## Appendix A. Ideal mixing entropy and the onset of compound precipitation in CoCrFeMnNi

### A.1 Model and conventions

The equimolar alloy CoCrFeMnNi, reported by Cantor and co-workers in 2004, is a face-centred cubic (fcc) solid solution of $n=5$ elements. The quantity sought is the temperature below which such a solution first gives up two of its components, A and B, to an ordered compound AB. For this alloy AB stands for tetragonal (L1$_0$) NiMn.

The model has four assumptions. The solution is ideal: zero enthalpy of mixing and random occupation of equivalent sites. The compound is a line compound that dissolves none of the other elements. Its formation entropy is zero. Pressure, interfaces and elastic misfit are ignored. Energies are referred to the pure elements in the fcc structure at the same temperature. "Per mole of alloy" means per mole of all atoms in the sample, whereas the formation enthalpy $\Delta H_f<0$ is counted per mole of atoms in the compound, that is per mole of A$_{0.5}$B$_{0.5}$. The single material input is

$$\Delta H_f=-12\ \text{kJ mol}^{-1}\quad(-124\ \text{meV/atom}),$$

an approximate value of the size typical for a well-ordered compound of two 3d metals. Section A.5 says how it was chosen. All temperatures below scale in proportion to it and belong to the model.

### A.2 Estimate by hand

Take $R\approx8$ J mol$^{-1}$ K$^{-1}$, $\ln5\approx1.6$ and $\ln3\approx1.1$.

In the random alloy each site holds any of five species with equal probability, so the entropy is $R\ln5\approx13$ J mol$^{-1}$ K$^{-1}$. The compound can take up at most the Ni and Mn, two atoms in five, so the enthalpy on offer is $0.4\times12\approx5$ kJ per mole of alloy. Setting the whole entropy against this gain gives $5000/13\approx385$ K.

That overstates the cost. When Ni and Mn have left, Co, Cr and Fe remain mixed: 0.6 mol of atoms keep an entropy $R\ln3$ per mole. The loss is $(1.6-0.6\times1.1)R=0.94R\approx8$ J K$^{-1}$ per mole of alloy, and the balance of gain and loss becomes

$$T_{\rm est}\approx\frac{5000}{8}=625\ \text{K},$$

of which only the first figure deserves trust. The reasoning is the one used for a melting point: two states, an enthalpy difference, an entropy difference and their ratio.

### A.3 Careful calculation

**Entropy of the solution.** $N$ sites occupied by $N_i=x_iN$ atoms of species $i$ admit $W=N!/\prod_iN_i!$ arrangements. With $\ln N!\simeq N\ln N-N$, whose remainder grows only as $\ln N$, the molar entropy $(R/N)\ln W$ is

$$S=-R\sum_{i=1}^n x_i\ln x_i. \tag{A1}$$

The inequality $\ln z\ge1-1/z$, with equality only at $z=1$, gives

$$\ln n-\frac SR=\sum_i x_i\ln(nx_i)\ \ge\ \sum_i\left(x_i-\frac1n\right)=0,$$

so $S$ is largest, $S=R\ln n$, at $x_i=1/n$ and nowhere else. For $n=5$ this is $1.609R=13.38$ J mol$^{-1}$ K$^{-1}$. The maximum is flat: for $x_i=1/n+\delta_i$ with $\sum_i\delta_i=0$, $S\simeq R\ln n-\tfrac12nR\sum_i\delta_i^2$.

The Gibbs energy of $N_i$ moles of each species is $RT\sum_iN_i\ln x_i$, and differentiation with respect to $N_i$ gives the chemical potentials $\mu_i=RT\ln x_i$.

**Partial precipitation.** Let a fraction $\phi$ of all atoms, $0\le\phi\le2/n$, be in the compound ($n>2$). One mole of alloy then leaves in solution $a=1/n-\phi/2$ moles each of A and B, $1/n$ moles of each of the $n-2$ spectator elements, and $1-\phi$ moles in all. The mole fractions in the solution are

$$x=\frac{a}{1-\phi}\ \ (\text{A, B}),\qquad y=\frac{1/n}{1-\phi}=\frac{1-2x}{n-2}\ \ (\text{spectators}).$$

Relative to the untransformed alloy the Gibbs energy per mole of alloy is

$$\Delta G(\phi)=-\phi|\Delta H_f|+RT\,\sigma(\phi), \tag{A2}$$

where $R\sigma$, the entropy lost, follows from (A1) applied to the $1-\phi$ moles of solution:

$$\sigma(\phi)=\ln n+2a\ln a+\frac{n-2}{n}\ln\frac1n-(1-\phi)\ln(1-\phi). \tag{A3}$$

Here $\sigma(0)=0$. With $da/d\phi=-1/2$,

$$\sigma'(\phi)=-\ln x,\qquad \sigma''(\phi)=\frac{(n-2)/n}{2a(1-\phi)}>0. \tag{A4}$$

The entropy loss is convex in $\phi$, and so is $\Delta G$, which therefore has a single minimum. Its slope, $\Delta G'=\Delta H_f-RT\ln x=\Delta H_f-\tfrac12(\mu_A+\mu_B)$, is the height of the compound above the tangent plane of the solution.

**Onset.** The single phase is stable as long as $\Delta G'(0)\ge0$. At $\phi=0$, $x=1/n$, and the slope changes sign at

$$T_0=\frac{|\Delta H_f|}{R\ln n}. \tag{A5}$$

With $|\Delta H_f|/R=1443$ K, $T_0=897$ K (624 °C). For a compound A$_p$B$_q$ with $p+q=1$ and any alloy composition the same tangent condition reads $T_0=|\Delta H_f|/[-R(p\ln x_A+q\ln x_B)]$, which reduces to (A5) for every stoichiometry when $x_A=x_B=1/n$.

**Amount of compound.** Below $T_0$ the condition $\Delta G'=0$ fixes the solubility, and the mass balance fixes the amount:

$$x=e^{-|\Delta H_f|/RT},\qquad \phi=\frac{1/n-x}{1/2-x}. \tag{A6}$$

| $T$ (K) | $x$ (Ni, Mn) | $y$ (Co, Cr, Fe) | $\phi$ |
|---|---|---|---|
| 850 | 0.183 | 0.211 | 0.053 |
| 800 | 0.165 | 0.224 | 0.105 |
| 700 | 0.127 | 0.249 | 0.195 |
| 600 | 0.090 | 0.273 | 0.268 |
| 500 | 0.056 | 0.296 | 0.325 |
| 400 | 0.027 | 0.315 | 0.366 |

The compound appears continuously. Expanding (A6) about $T_0$ gives $\phi\simeq[2\ln n/(n-2)](T_0-T)/T_0$, with coefficient 1.07 for $n=5$, so that 1 % of the atoms are in the compound about 8 K below the onset. The limit $\phi=2/n=0.4$ is reached only as $T\to0$, because $\sigma'=-\ln x$ diverges as the last A and B atoms leave.

**Full removal.** At $\phi=2/n$, $a=0$ and (A3) becomes

$$\sigma(2/n)=\ln n-\frac{n-2}{n}\ln(n-2), \tag{A7}$$

which is $0.950$, or 7.90 J K$^{-1}$ per mole of alloy. The enthalpy gained is $(2/n)|\Delta H_f|=4.8$ kJ per mole of alloy. The untransformed and the fully stripped states have equal Gibbs energy at

$$T_{\rm ch}=\frac{(2/n)|\Delta H_f|}{R\,\sigma(2/n)}=608\ \text{K}. \tag{A8}$$

This is the hand estimate without rounding. It is not a transition temperature of the model. At $T_{\rm ch}$ the solubility is $x=0.093$ and $\phi=0.263$: 66 % of the Ni and Mn has already precipitated. The equilibrium Gibbs energy, $\Delta G=RT[(2/n)\ln x+((n-2)/n)\ln y+\ln n]$, is $-0.62$ kJ mol$^{-1}$ there, below both of the states that (A8) compares.

### A.4 Why the two results differ

The careful onset exceeds the estimate by $897/625=1.43$. This factor is a product of two.

**Rounding** raised the estimate from 608 to 625 K, a factor 1.029. Rounding the gain from 4.8 up to 5 kJ and the cost from 7.90 up to 8 J K$^{-1}$ act in opposite directions and partly cancel.

**Chord against tangent** accounts for the rest, $T_0/T_{\rm ch}=1.476$, and $1.476/1.029=1.43$. Both temperatures have the form $|\Delta H_f|/(R\times\text{slope of }\sigma)$. The onset uses the initial slope $\sigma'(0)=\ln n$, the entropy paid per mole of atoms for the first trace of compound. The estimate uses the mean slope over the whole range,

$$\frac{\sigma(2/n)}{2/n}=\ln n+\frac{n-2}{2}\ln\frac{n}{n-2}. \tag{A9}$$

Since $\sigma$ is convex, the mean slope exceeds the initial one, and $T_{\rm ch}<T_0$ for all $n>2$. The cost (A7) looks small beside $R\ln n$ only because it is counted per mole of alloy. Per mole of atoms actually moved it is $2.376R=19.75$ J mol$^{-1}$ K$^{-1}$, well above the 13.38 paid at the start.

The size of the excess has a simple origin. Write $u=na=1-n\phi/2$, the share of A and B still in solution, which runs uniformly from 1 to 0. Then

$$-\ln x=\ln n-\ln u+\ln(1-\phi).$$

The second term is depletion: each further atom is drawn from a more dilute solution and costs more entropy. Its mean is $-\int_0^1\ln u\,du=1$, whatever $n$ is. The third term is negative, because the solution itself shrinks, which partly restores the concentration of what remains. Its mean over $0\le\phi\le0.4$ is $-0.234$. The sum is $0.766=\tfrac32\ln\tfrac53$, and

$$\frac{T_0}{T_{\rm ch}}=1+\frac{0.766}{1.609}=1.476.$$

The two limits bear out the picture. For $n\to2$ the excess in (A9) vanishes: compound and solution have the same composition, nothing is depleted, the whole sample transforms at one temperature, and the melting-point reasoning is exact. For $n\to\infty$ shrinkage is negligible, the excess tends to 1 and the ratio to $1+1/\ln n$.

| $n$ | $\ln n$ | $\sigma(2/n)$ | excess in (A9) | $T_0/T_{\rm ch}$ | $T_0$ (K) |
|---|---|---|---|---|---|
| 3 | 1.099 | 1.099 | 0.549 | 1.500 | 1314 |
| 4 | 1.386 | 1.040 | 0.693 | 1.500 | 1041 |
| 5 | 1.609 | 0.950 | 0.766 | 1.476 | 897 |
| 6 | 1.792 | 0.868 | 0.811 | 1.453 | 806 |
| 10 | 2.303 | 0.639 | 0.893 | 1.388 | 627 |

**The cruder balance.** Unrounded, the first figure of A.2 is $(2/n)|\Delta H_f|/(R\ln n)=359$ K, below $T_0$ by exactly $n/2=2.5$. Its numerator, 4.8 kJ mol$^{-1}$ or 50 meV/atom, is the distance of the solution above the zero-temperature convex hull formed by AB and the pure spectators. Dividing a hull distance by $R\ln n$ thus compares the solution with a fully unmixed assembly. The factor 2.5 splits into 1.694 for the spectator entropy wrongly counted as lost and 1.476 for the chord. Stability must hold against every competing assembly, and here the first to win is the one that differs infinitesimally from the single phase. Any comparison with a finite decomposition gives a lower bound on the onset.

**What $\ln n$ means in (A5).** It is $-\ln x_A$, the partial molar entropy of the departing species in units of $R$, and it equals the integral entropy only because all partial entropies are equal at the equimolar point. The mixing of the spectators among themselves never enters. An ideal ternary Ni$_{20}$Mn$_{20}$Fe$_{60}$ has the same onset, 897 K, although its entropy is only $0.950R$. That this equals (A7) is no accident: $\ln n$ is the entropy of the three classes A, B and "spectator" plus $((n-2)/n)\ln(n-2)$ for the arrangement within the last class. Conversely, raising Ni and Mn to 25 at.% each, with the others at one sixth, lowers $S$ by only 1.3 %, to 13.21 J mol$^{-1}$ K$^{-1}$, but raises the onset by 16 %, to 1041 K. In the ideal model added elements suppress a given compound by diluting its constituents, and the suppression grows only logarithmically with $n$, while the number of pairs that might form a compound grows as $n(n-1)/2$.

### A.5 Size of the neglected terms

At the equimolar point the tangent condition holds for a non-ideal solution as well. Let $\bar h_i$ be the partial molar enthalpies of mixing, and let $\Delta S_f$ be the entropy of the compound relative to the mean non-configurational partial entropy of A and B in the solution. With random mixing and temperature-independent parameters,

$$T_0=\frac{\tfrac12(\bar h_A+\bar h_B)-\Delta H_f}{R\ln n-\Delta S_f}. \tag{A10}$$

Each kJ mol$^{-1}$ in the numerator moves the onset by 75 K when $\Delta S_f=0$.

**Enthalpy of mixing.** For a regular solution $H=\sum_{i<j}\Omega_{ij}x_ix_j$ and $\bar h_i=\sum_{j\ne i}\Omega_{ij}x_j-H$, where $\Omega_{ij}$ is four times the mixing enthalpy of the equimolar binary. As approximate inputs for those binary enthalpies take typical Miedema-model values for the liquids, in kJ mol$^{-1}$: Co–Cr $-4$, Co–Fe $-1$, Co–Mn $-5$, Co–Ni $0$, Cr–Fe $-1$, Cr–Mn $+2$, Cr–Ni $-7$, Fe–Mn $0$, Fe–Ni $-2$, Mn–Ni $-8$. They give $H=-4.16$, $\bar h_{\rm Ni}=-9.44$ and $\bar h_{\rm Mn}=-4.64$ kJ mol$^{-1}$ as arithmetic results good to about one figure. The mean partial enthalpy, $-7.0$ kJ mol$^{-1}$, is 59 % of $\Delta H_f$ and would lower the onset by $5.3\times10^2$ K to $3.7\times10^2$ K. The sign is physical, since the Ni–Mn attraction that binds the compound also acts in the solution. The size is uncertain, since liquid values are a rough stand-in for an fcc solid. The shift is larger than the gap of 289 K between $T_0$ and $T_{\rm ch}$.

**Reference states.** Formation enthalpies are usually tabulated against the stable form of each element. If fcc Mn lies an illustrative 3 kJ mol$^{-1}$ above $\alpha$-Mn, conversion to the fcc reference makes $\Delta H_f$ more negative by half of that and raises the onset by $1.1\times10^2$ K.

**Vibrational and magnetic entropy.** An illustrative $\Delta S_f=-2$ or $+2$ J mol$^{-1}$ K$^{-1}$ moves $T_0$ to 780 or 1054 K. Values of this size are easily reached: disordering a local moment with two orientations is worth $R\ln2=5.76$ J K$^{-1}$ per mole of magnetic atoms, which favours a paramagnetic solution over a magnetically ordered compound.

**Solubility in the compound.** Off-stoichiometry and uptake of spectator elements add freedom, lower the Gibbs energy of the compound and can only raise the onset.

**Further phases.** Removal of AB enriches the spectators from $1/5$ towards $1/3$ and raises their chemical potentials. A second compound CD of two spectators appears when $|\Delta H_f'|=-RT\ln y(T)$, with $y$ from (A6). For an illustrative $\Delta H_f'=-7$ kJ mol$^{-1}$ the onset would be 523 K in the untransformed alloy but is 634 K once AB has formed. One precipitation thus promotes the next.

The ratio 1.476 is exact within the ideal model and independent of $\Delta H_f$. The absolute value, about $9\times10^2$ K, is the model's and is uncertain by several hundred kelvin. As typical knowledge, CoCrFeMnNi is a single fcc phase above roughly 1100 K, forms a Cr-rich $\sigma$ phase on long annealing near 1000 K, and decomposes near 800 K into NiMn, ordered FeCo and a Cr-rich body-centred cubic phase. The input of $-12$ kJ mol$^{-1}$ was chosen so that the ideal onset falls between the last two temperatures. It is best read as the effective numerator of (A10), and the placement tests nothing. Used instead as a bare formation enthalpy together with the liquid-state mixing terms, it puts the onset too low by a factor of more than two, and in neither reading does a model with one line compound describe the $\sigma$ phase, which is what first ends the single-phase field on cooling.